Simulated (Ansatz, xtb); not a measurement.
## Two isomers of C4H7ClGe

Structure a: `CC#[C][Ge@H]([CH3])[Cl]`, a singlet. Structure b: `ClC1=C[CH2][GeH2][CH2]1`, a singlet. Both are isolated molecules in the gas phase, relaxed with B3LYP-D3(BJ)/def2-SVP; the shapes shown needn't be the lowest conformers.

a (Å):

```xyz
13

C    -0.8434   -3.0704   -0.6571
C    -0.5502   -2.0251    0.3131
C    -0.2992   -1.1513    1.1247
C    -1.1997    1.6918    2.1926
Cl    2.0598    1.0250    1.9226
Ge    0.0717    0.2248    2.3739
H    -1.9173   -3.0927   -0.9047
H    -0.2848   -2.9057   -1.5931
H    -0.5648   -4.0631   -0.2675
H     0.1502   -0.3550    3.7963
H    -1.1683    2.0738    1.1624
H    -0.9410    2.5035    2.8874
H    -2.2163    1.3319    2.4126
```

b (Å):

```yaml
atoms:
  - { symbol: C, position_ang: [-1.9065, -0.5410, 0.9713] }
  - { symbol: C, position_ang: [-1.2213, -1.3697, 0.1657] }
  - { symbol: C, position_ang: [0.2764, -1.4770, 0.3085] }
  - { symbol: C, position_ang: [-1.2330, 0.2954, 2.0237] }
  - { symbol: Cl, position_ang: [-3.6509, -0.3828, 0.8416] }
  - { symbol: Ge, position_ang: [0.6741, -0.2162, 1.7940] }
  - { symbol: H, position_ang: [-1.7475, -1.9622, -0.5887] }
  - { symbol: H, position_ang: [0.7958, -1.1958, -0.6231] }
  - { symbol: H, position_ang: [0.5907, -2.5077, 0.5445] }
  - { symbol: H, position_ang: [1.2687, -0.9006, 3.0411] }
  - { symbol: H, position_ang: [1.5702, 0.9670, 1.3766] }
  - { symbol: H, position_ang: [-1.6210, 0.0600, 3.0278] }
  - { symbol: H, position_ang: [-1.4111, 1.3693, 1.8528] }
```

Quicker runs give these differences E(b) − E(a): GFN2-xTB +8.1 kcal/mol; HF/STO-3G +9.9 kcal/mol (at GFN2-xTB geometries); r2SCAN-D4/def2-SVP +6.6 kcal/mol (at GFN2-xTB geometries).

Q: Estimate E(b) − E(a) at the level CCSD(T)/def2-SVP + ΔMP2/def2-TZVPP.

A: Calculated at CCSD(T)/def2-SVP + ΔMP2/def2-TZVPP: E(b) − E(a) = +12.3 kcal/mol, so structure a lies lower.

The same difference at several levels:

```json
{"level": "GFN2-xTB", "geometry": "GFN2-xTB", "E(b) − E(a) (kcal/mol)": "+8.1", "departure from the last row (kcal/mol)": "−4.1", "job, with rough time for the two": "optimisation, 0.17 s"}
{"level": "HF/STO-3G", "geometry": "GFN2-xTB", "E(b) − E(a) (kcal/mol)": "+9.9", "departure from the last row (kcal/mol)": "−2.4", "job, with rough time for the two": "single point, 0.54 s"}
{"level": "r2SCAN-D4/def2-SVP", "geometry": "GFN2-xTB", "E(b) − E(a) (kcal/mol)": "+6.6", "departure from the last row (kcal/mol)": "−5.7", "job, with rough time for the two": "single point, 4.7 s"}
{"level": "B3LYP-D3(BJ)/def2-SVP", "geometry": "B3LYP-D3(BJ)/def2-SVP", "E(b) − E(a) (kcal/mol)": "+9.3", "departure from the last row (kcal/mol)": "−3.0", "job, with rough time for the two": "optimisation, 34 s"}
{"level": "HF/def2-SVP", "geometry": "B3LYP-D3(BJ)/def2-SVP", "E(b) − E(a) (kcal/mol)": "+21.3", "departure from the last row (kcal/mol)": "+9.0", "job, with rough time for the two": "part of the CCSD(T) run"}
{"level": "MP2/def2-SVP", "geometry": "B3LYP-D3(BJ)/def2-SVP", "E(b) − E(a) (kcal/mol)": "+12.2", "departure from the last row (kcal/mol)": "−0.1", "job, with rough time for the two": "part of the CCSD(T) run"}
{"level": "CCSD(T)/def2-SVP", "geometry": "B3LYP-D3(BJ)/def2-SVP", "E(b) − E(a) (kcal/mol)": "+10.6", "departure from the last row (kcal/mol)": "−1.6", "job, with rough time for the two": "single point"}
{"level": "CCSD(T)/def2-SVP + ΔMP2/def2-TZVPP", "geometry": "B3LYP-D3(BJ)/def2-SVP", "E(b) − E(a) (kcal/mol)": "+12.3", "departure from the last row (kcal/mol)": "", "job, with rough time for the two": "single point, 78 s"}
```

As drawn, b has 1 C–Cl, 1 C=C, 1 C–C, 1 Ge–H in place of 1 C≡C, 1 Cl–Ge, 1 C–H. Structure a has no ring, b a 5-membered ring.

The levels shown agree on the order. The largest departure from CCSD(T)/def2-SVP + ΔMP2/def2-TZVPP is that of HF/def2-SVP, 9.0 kcal/mol. The last row adds to CCSD(T) the change of the MP2 difference between the two basis sets, here +1.6 kcal/mol.

With thermal terms from frequencies at re-optimised GFN2-xTB minima (ideal gas, soft modes damped towards free rotors, one conformer each, 298.15 K, 1 atm): the zero-point term adds +0.3 kcal/mol; ΔH is +10.9 and ΔG +15.1 kcal/mol.

The correlated steps freeze 18 core orbitals; the filled d shell of Ge is correlated, in a basis made for valence electrons. Mirror images aren't counted in ΔG. Programs: Ansatz 0.2.0, xtb 6.7.1; the last row on 4 threads of Arm Neoverse V1 on a shared host.

The open-chain chlorogermane lies below the chlorinated germacyclopentene, and the main reason is probably where chlorine and hydrogen sit. Germanium is more electropositive than carbon and forms a strong, polar bond to chlorine, whereas hydrogen is held more tightly by carbon than by germanium. Isomer a has both favourable pairings. Isomer b gains from turning one alkyne π bond into a carbon–carbon σ bond in a ring of little strain, but this doesn't make up for the loss.

Correlation favours b: the gap falls from +21.3 kcal/mol in HF/def2-SVP to +12.2 in MP2 with the same basis, which suggests more correlation energy in the compact ring with its extra σ framework. The closeness of HF/STO-3G to the best value therefore looks like cancellation between basis and correlation errors. Entropy widens the preference, with ΔG at +15.1 against +10.9 for ΔH, as expected when a flexible chain with methyl rotors is compared with a ring. None of this says how readily the two would interconvert, since that depends on barriers.
